**Problem.** A non-uniform surface carries the two-step redox sequence for the water-gas shift: (1) H$_2$O + \* ⇌ H$_2$ + O\* and (2) CO + O\* ⇌ CO$_2$ + \*. It serves as a model for Cu/ZnO, not as an established mechanism. Sites do not interact, and each is at steady state.

**(a) Per-site rate and dimensionless groups**

Let $\varepsilon$ be the binding energy of O\* (kJ/mol) and $t=(\varepsilon_{\max}-\varepsilon)/RT$, so that $t$ grows towards weaker binding, $0\le t\le f$. With one Brønsted coefficient $\alpha$ for both steps, the constants that fill the site ($k_1$, $k_{-2}$) carry the factor $e^{-\alpha t}$, and those that empty it ($k_{-1}$, $k_2$) carry $e^{(1-\alpha)t}$. Below, $k_i$ (s$^{-1}$ bar$^{-1}$) means the value at $t=0$. Define
$$a=k_1p_{\rm H_2O}+k_{-2}p_{\rm CO_2},\qquad b=k_{-1}p_{\rm H_2}+k_2p_{\rm CO},$$
$$N=k_1k_2\,p_{\rm H_2O}\,p_{\rm CO}(1-\beta),\qquad \beta=\frac{p_{\rm CO_2}p_{\rm H_2}}{K\,p_{\rm CO}\,p_{\rm H_2O}},\qquad K=\frac{k_1k_2}{k_{-1}k_{-2}}.$$
The balance $ae^{-\alpha t}(1-\theta)=be^{(1-\alpha)t}\theta$ gives the coverage, and the net rate of step 1 gives the turnover frequency (s$^{-1}$):
$$\theta=\frac{a}{a+be^{t}},\qquad v=\frac{N\,e^{(1-\alpha)t}}{a+be^{t}}.$$
Weight with the site density $n_0e^{gt}\,dt$, and set $m=\alpha-g$, $t_0=\ln(a/b)$, $x=t-t_0$:
$$r=\frac{n_0N}{a^{m}b^{1-m}}\,I,\qquad I=\int_{-t_0}^{f-t_0}F_m(x)\,dx,\qquad F_m=\frac{e^{(1-m)x}}{1+e^{x}}.$$
$N$ has units s$^{-2}$ and $a^mb^{1-m}$ has s$^{-1}$, so the prefactor is the rate scale. The shape depends only on $m$, $f$ and $t_0$. The gas places the band through $t_0$ alone, and $RT$ is the only energy scale of its width. The total pressure cancels in $a/b$ and does not move the band.

**(b) Optimal site**

Since $\theta=1/(1+e^x)$, one has $d\ln F_m/dx=\theta-m$. For $0<m<1$ the maximum lies at
$$\theta^*=m,\qquad x^*=\ln\frac{1-m}{m},\qquad F^*=m^m(1-m)^{1-m}.$$
The per-site rate is the case $g=0$ and peaks at $\theta=\alpha$. For $m\le0$ or $m\ge1$ the function is monotonic, and the weak or the strong edge of the distribution contributes most.

**(c) Width as a function of $m$**

For $m=\tfrac12$, $F=1/[2\cosh(x/2)]$. Half height requires $\cosh(x/2)=2$, so $x=\pm X$ with $X=2\,\mathrm{arccosh}\,2=2.634$, and the full width is $W=4\,\mathrm{arccosh}\,2=5.27$, or $5.3\,RT$ in energy. The primitive of $F$ is $2\arctan e^{x/2}$, and $e^{\pm X/2}=2\pm\sqrt3=\tan75^\circ,\ \tan15^\circ$. The area within the width is $2\pi/3$ out of $\pi$: these sites carry exactly two thirds of the rate of an unbounded surface.

*Near $m=\tfrac12+\delta$.* $F_m(x)=F_{1-m}(-x)$, so $W$ is even in $\delta$. With $L=\ln\cosh(x/2)$ and $\ln F^*\simeq-\ln2+2\delta^2$, half height means $L(x)+\delta x=\ln2-2\delta^2$. At $X$, $L'=\sqrt3/4$ and $L''=1/16$. At first order both edges move by $-\delta X/L'$. At second order they separate:
$$W\simeq2X+\frac{8}{\sqrt3}\Big(\frac{4X}{\sqrt3}-\frac{X^2}{6}-2\Big)\delta^2=5.27+13.5\,\delta^2 .$$

*Small $m$.* Here $\ln F^*\simeq m\ln m-m+m^2/2$. On the weak side $F\simeq e^{-mx}$, so $x_+\simeq\ln2/m+\ln(1/m)+1-m/2$. On the strong side $\ln F\simeq-\ln2+x/2$, so $x_-\simeq-2m[\ln(1/m)+1]$. Hence
$$W\simeq\frac{\ln2}{m}+(1+2m)\Big(\ln\frac1m+1\Big)-\frac m2 .$$
For $m\to1$ replace $m$ by $1-m$.

| $m$ | $W$, numerical roots | quadratic form | small-$m$ form |
|---|---|---|---|
| 0.5 | 5.27 | 5.27 | 4.52 |
| 0.3 | 5.90 | 5.81 | 5.69 |
| 0.2 | 7.10 | 6.48 | 7.02 |
| 0.1 | 10.86 | 7.43 | 10.84 |

The crossover lies between $m=0.2$ and $0.3$. For $0.3\le m\le0.7$ the width exceeds its value at $m=\tfrac12$ by at most 12 %.

**(d) Breadth $f$ and position $t_0$**

*Wide surface* ($t_0\gg1$, $f-t_0\gg1$). The complete integral is $\pi/\sin\pi m$, and the missing tails follow from $F\simeq e^{(1-m)x}$ and $F\simeq e^{-mx}$:
$$I\simeq\frac{\pi}{\sin\pi m}-\frac{e^{-(1-m)t_0}}{1-m}-\frac{e^{-m(f-t_0)}}{m}.$$
The rate then follows the Temkin power law $r\propto N/(a^mb^{1-m})$.

*Narrow surface* centred on $x^*$. Since $F''/F=-m(1-m)$ at the peak, $I\simeq fF^*[1-m(1-m)f^2/24]$, and the kinetics are those of one Langmuir site.

*Crossover.* The two leading terms meet at $f_c=\pi/(F^*\sin\pi m)$, which is $2\pi$ for $m=\tfrac12$. For that centred case $I=2\arctan\sinh(f/4)$ exactly, and 90 % of $\pi$ needs $f=10.2$.

*Band off the surface.* For $t_0\ll-1$ all sites are nearly empty, $v\simeq(N/b)\,e^{-\alpha t}(1-e^{t_0-t})$, and for $m>0$ the strong edge works best whatever $t_0$ is.

**(e) Position of the band as a function of composition**

Only ratios matter. Let $\lambda=k_{-2}/k_1$, which is independent of $t$; thermodynamics fixes $k_{-1}/k_2=1/(K\lambda)$. With $y=p_{\rm H_2O}/(\lambda p_{\rm CO_2})$ one has $k_{-1}p_{\rm H_2}/(k_2p_{\rm CO})=\beta y$, so
$$t_0=\ln\frac{k_{-2}}{k_2}+\ln\frac{p_{\rm CO_2}}{p_{\rm CO}}+\ln\frac{1+y}{1+\beta y}.$$

- $y\ll1$: step 2 is quasi-equilibrated. The last term is $y(1-\beta)$, $t_0$ follows $\ln(p_{\rm CO_2}/p_{\rm CO})$, and a wide surface gives $r\propto p_{\rm H_2O}(p_{\rm CO}/p_{\rm CO_2})^m(1-\beta)$.
- $1\ll y\ll1/\beta$: both steps are one-way. The last term is $\ln y+1/y-\beta y$, and $t_0$ follows $\ln(p_{\rm H_2O}/p_{\rm CO})$.
- $\beta y\gg1$: step 1 is quasi-equilibrated. The last term is $-\ln\beta-(1/\beta-1)/y$, and $t_0$ follows $\ln(p_{\rm H_2O}/p_{\rm H_2})$.

The crossovers are $y=1$ and $\beta y=1$. The middle window spans a factor $1/\beta$ in $\lambda$ and closes at equilibrium.

**(f) Numbers for a low-temperature shift bed**

Inputs, typical or approximate: per 100 mol of dry feed, 3 CO, 16 CO$_2$, 60 H$_2$ and 21 inert, plus 40 H$_2$O, in all 140 mol, a total that the reaction conserves; outlet CO 0.3 mol; $T=480$ K; $K\approx180$; $m=\tfrac12$. The extent is 2.7 mol, so the outlet holds 18.7 CO$_2$, 62.7 H$_2$ and 37.3 H$_2$O. The bed is first treated as isothermal, and $\lambda$ is left free.

$RT=3.99$ kJ/mol, so the band is 21 kJ/mol wide, $f_c$ corresponds to 25 kJ/mol, and the 90 % criterion to 41 kJ/mol. Further, $\beta_{\rm in}=0.044$ and $\beta_{\rm out}=0.58$. The crossovers $\beta y=1$ and $y=1$ lie at $\lambda=0.11$ and $2.5$ at the inlet, and at $1.2$ and $2.0$ at the outlet.

The limits of $\Delta t_0=t_0^{\rm out}-t_0^{\rm in}$ follow from (e):
$$\Delta t_0\simeq2.46-1.56/\lambda\ \ (\lambda\to\infty),\qquad\Delta t_0\simeq-0.11+8.24\,\lambda\ \ (\lambda\to0).$$

| $\lambda$ | $\to0$ | 0.1 | 1 | 10 | $\to\infty$ |
|---|---|---|---|---|---|
| $\Delta t_0$ | −0.11 | 0.46 | 1.64 | 2.32 | 2.46 |
| $RT\,\Delta t_0$ (kJ/mol) | −0.5 | 1.8 | 6.5 | 9.3 | 9.8 |

A positive shift points to weaker binding: as CO is consumed the gas removes O\* less readily, and the strong sites fill. The one-way estimate $\Delta\ln(p_{\rm H_2O}/p_{\rm CO})=2.23$ forms no plateau, because its window spans only a factor 1.7 in $\lambda$ at the outlet.

*Large $\lambda$.* The shift is 0.47 of the width. A site that is optimal at the inlet ($\theta=\tfrac12$) sits at $x=-2.46$ at the outlet, with $\theta=0.92$, and turns over at $1/\cosh(1.23)=0.54$ of the locally best site. A site tuned to the middle of the shift reaches 0.84 of the best at both ends. On a wide surface the power law gives $r_{\rm out}/r_{\rm in}=0.12$. A uniform surface of inlet-optimal sites loses the factor 0.54 as well and gives 0.064.

*Neglected temperature rise.* With $\Delta H\approx-40$ kJ/mol and $c_p\approx33$ J mol$^{-1}$ K$^{-1}$, an adiabatic bed warms by $\Delta T=2.7\times40\,000/(140\times33)=23$ K, which widens the band by 5 %. It also moves the half-covered site $\varepsilon_0$. If step 2 is equilibrated, $\Delta H_2={\rm const}+\varepsilon$ and $\Delta H_2-T\Delta S_2=-RT\ln(p_{\rm CO_2}/p_{\rm CO})$ at $\varepsilon_0$. The added shift to weaker binding is $\Delta T\,[R\ln(p_{\rm CO_2}/p_{\rm CO})_{\rm out}-\Delta S_2]$. If step 1 is equilibrated, $\Delta H_1={\rm const}-\varepsilon$, and the same argument gives $\Delta T\,[R\ln(p_{\rm H_2O}/p_{\rm H_2})_{\rm out}+\Delta S_1]$. Take approximate room-temperature standard entropies (J mol$^{-1}$ K$^{-1}$) of 198 (CO), 214 (CO$_2$), 131 (H$_2$) and 189 (H$_2$O), and assume about 10 for O\*. Then $\Delta S_2\approx6$ and $\Delta S_1\approx-48$, and the added shifts are about $+0.7$ and $-1.2$ kJ/mol. The first is small beside 9.8 kJ/mol. The second exceeds the compositional shift of $-0.5$ kJ/mol, so at small $\lambda$ the temperature profile controls the drift, which remains under a tenth of the band width.